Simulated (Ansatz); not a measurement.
Level of theory: DFT PBE, scalar-relativistic, plane waves, PAW (Ansatz 0.2.0). All cells share a 420 eV cutoff and Γ-centred k meshes spaced about 0.3 Å⁻¹ or finer (0.25 for metals, 2π included). No spin polarisation.

All energies are static (0 K, no zero-point motion).

Two relaxed structures of Ta₂F:

1.

```
CELL_PARAMETERS angstrom
6.77356 0.00000 0.00000
0.00000 2.77293 0.00000
-1.07238 0.00000 5.19516
ATOMIC_POSITIONS crystal
Ta 0.68618 0.61504 0.41875
Ta 0.31382 0.11504 0.08125
Ta 0.31382 0.38496 0.58125
Ta 0.68618 0.88496 0.91875
F 0.00000 0.00000 0.00000
F 0.00000 0.50000 0.50000
```

2.

```
CELL_PARAMETERS angstrom
2.93887 0.00000 0.00000
-1.46943 2.54513 0.00000
0.00000 0.00000 13.68240
ATOMIC_POSITIONS crystal
Ta 0.00000 0.00000 0.27502
Ta 0.00000 0.00000 0.72498
Ta 0.33333 0.66667 0.09135
Ta 0.66667 0.33333 0.90865
F 0.66667 0.33333 0.38026
F 0.33333 0.66667 0.61974
```

Question: Which form is favoured at zero pressure, and by what margin per atom?

Answer: Cell 2 is lower, by 234 meV/atom. Cell 1 has space group P2_1/c (No. 14), 16.3 Å³/atom and no gap on its mesh; cell 2 has space group P-3m1 (No. 164), 17.1 Å³/atom and no gap. Counting F atoms around Ta (those within 1.25 times the shortest such distance or 1.15 times the sum of covalent radii; a plus sign parts nearer from farther groups; the shortest distance is added where it exceeds 1.18 times the sum of covalent radii; a slash parts the counts of unlike sites), cell 1 has Ta 1 and cell 2 has Ta 3/3+3 from 4.3 Å. In cell 1, Ta has 1 F at 2.11 Å, 5 Ta at 2.76–2.90 Å, 2 Ta at 3.11 Å, 1 F at 3.22 Å, 2 Ta at 3.34 Å, 2 F at 3.54 Å, 1 Ta at 3.54 Å and 1 F at 3.73 Å; around F lie 2 Ta at 2.11 Å. In cell 2, Ta on its first site has 3 F at 2.23 Å and 9 Ta at 2.94–3.03 Å; around Ta on its second site lie 12 Ta at 2.94–3.03 Å; around F lie 3 Ta at 2.23 Å. Both come from trial cells of a structure search, whose lowest cell (P-1, 17.2 Å³/atom) lies 165 meV/atom below the lower of the two.

No dispersion correction is applied, so the spacing and binding between layers, chains or molecules are poorly described (P-3m1), and this can change margins and order among such cells. Spin–orbit coupling, which can matter for Ta, is left out. Trial moments fell under 0.15 μB along the way in P2_1/c and P-3m1; another start might hold them. With atoms moved at random, cell 2 (by 165 meV/atom) fell into a lower structure. Cell 1 had no clear such test and can be a saddle point. Some types were kept out of the candidates beforehand, so the set may lack a known form.

The layered form is clearly preferred over the P2_1/c one, but the still lower P-1 cell means that neither is the ground state of Ta₂F. At this composition fluorine can take up only a small part of the tantalum valence electrons, leaving a partly filled 5d band that accounts for the metallic character and favours extensive Ta–Ta bonding. Cell 2 meets this by gathering the metal into close-packed slabs four Ta layers thick, with fluorine capping both faces in threefold hollows. In cell 1 fluorine instead bridges two Ta atoms linearly; its Ta–F bonds are shorter but fewer, and the metal framework is more irregular. The preference therefore probably reflects both better metal cohesion and higher fluorine coordination, not denser packing, since cell 2 has the larger volume per atom. Elemental tantalum is body-centred cubic, which suggests that the fcc-like stacking in the slab is itself unfavourable and may help drive its distortion. Stability against disproportionation into tantalum metal and higher fluorides doesn't follow from this comparison.
